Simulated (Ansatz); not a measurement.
Method: Ansatz, DFT PBE, scalar-relativistic, plane waves, PAW. Settings: cutoff 420 eV, Γ-centred meshes spaced at most about 0.3 Å⁻¹, and about 0.25 Å⁻¹ or finer for metals (2π included), Gaussian smearing. No spin polarisation in the final relaxations.

These are static total energies at zero pressure.

Two relaxed structures of Si₄F:

1.

Space group I4/mmm (No. 139). a = 4.214 Å, b = 4.214 Å, c = 9.334 Å, α = 90.00°, β = 90.00°, γ = 90.00°
```
atom  site  symmetry       x       y       z
  Si    4d      -4m2  0.0000  0.5000  0.2500
  Si    4e       4mm  0.0000  0.0000  0.3777
   F    2a     4/mmm  0.0000  0.0000  0.0000
```

2.

Space group P6/mmm (No. 191). a = 5.072 Å, b = 5.072 Å, c = 3.885 Å, α = 90.00°, β = 90.00°, γ = 120.00°
```
atom  site  symmetry       x       y       z
  Si    3f       mmm  0.5000  0.0000  0.0000
  Si    1a     6/mmm  0.0000  0.0000  0.0000
   F    1b     6/mmm  0.0000  0.0000  0.5000
```

Question: Which would you expect to be lower, and how large is the difference?

Answer: Cell 1 is lower, by 279 meV/atom. Cell 1 has space group I4/mmm (No. 139), 16.6 Å³/atom and no gap on its mesh; cell 2 has space group P6/mmm (No. 191), 17.3 Å³/atom and no gap. Counting Si atoms around F (those within 1.25 times the shortest such distance or 1.15 times the sum of covalent radii; a plus sign parts nearer from farther groups; the shortest distance is added where it is long for a bond), cell 1 has F 16+2 from 3.1 Å and cell 2 has F 2. Cell 1 holds Si–Si bonds in all directions (shortest 2.28 Å); cell 2 holds Si–Si nets (shortest 2.54 Å). The denser one is the lower, and pressure would at first widen the difference. In cell 1, Si on a site of symmetry -4m2 has 4 Si at 2.42 Å, 4 Si at 2.98 Å and 4 F at 3.14 Å; around Si on a site of symmetry 4mm lie 1 Si at 2.28 Å, 4 Si at 2.42 Å, 4 F at 3.19 Å and 1 F at 3.53 Å; F is surrounded by 16 Si at 3.14–3.19 Å and 2 Si at 3.53 Å (long contacts). In cell 2, Si on a site of symmetry mmm has 6 Si at 2.54 Å; around Si on a site of symmetry 6/mmm lie 2 F at 1.94 Å and 6 Si at 2.54 Å; F is surrounded by 2 Si at 1.94 Å. Both come from invented guesses.

Cells relaxed within their symmetry can be saddle points.

The preference for cell 1 probably comes from its silicon framework rather than from Si–F bonding. Its three-dimensional network keeps short, directional Si–Si contacts, whereas the flat nets of cell 2 spread silicon's few valence electrons over six longer in-plane contacts, a poor match to its preference for tetrahedral bonding. The linear Si–F–Si bridges, at 1.94 Å well beyond a normal Si–F bond, evidently do not make up for this.

That the lower cell has no Si–F bond at all is chemically odd, since fluorine normally binds silicon through a short, strong, often terminal bond. The likely cause is the imposed symmetry, which pins F at the centre of a large cage and forbids a shift towards any one Si. The missing gap says little about the bonding, because each primitive cell holds an odd number of electrons and must be metallic without spin polarisation. The ordering therefore ranks two constrained frameworks, and does not show that Si₄F would survive against separation into silicon and SiF₄.
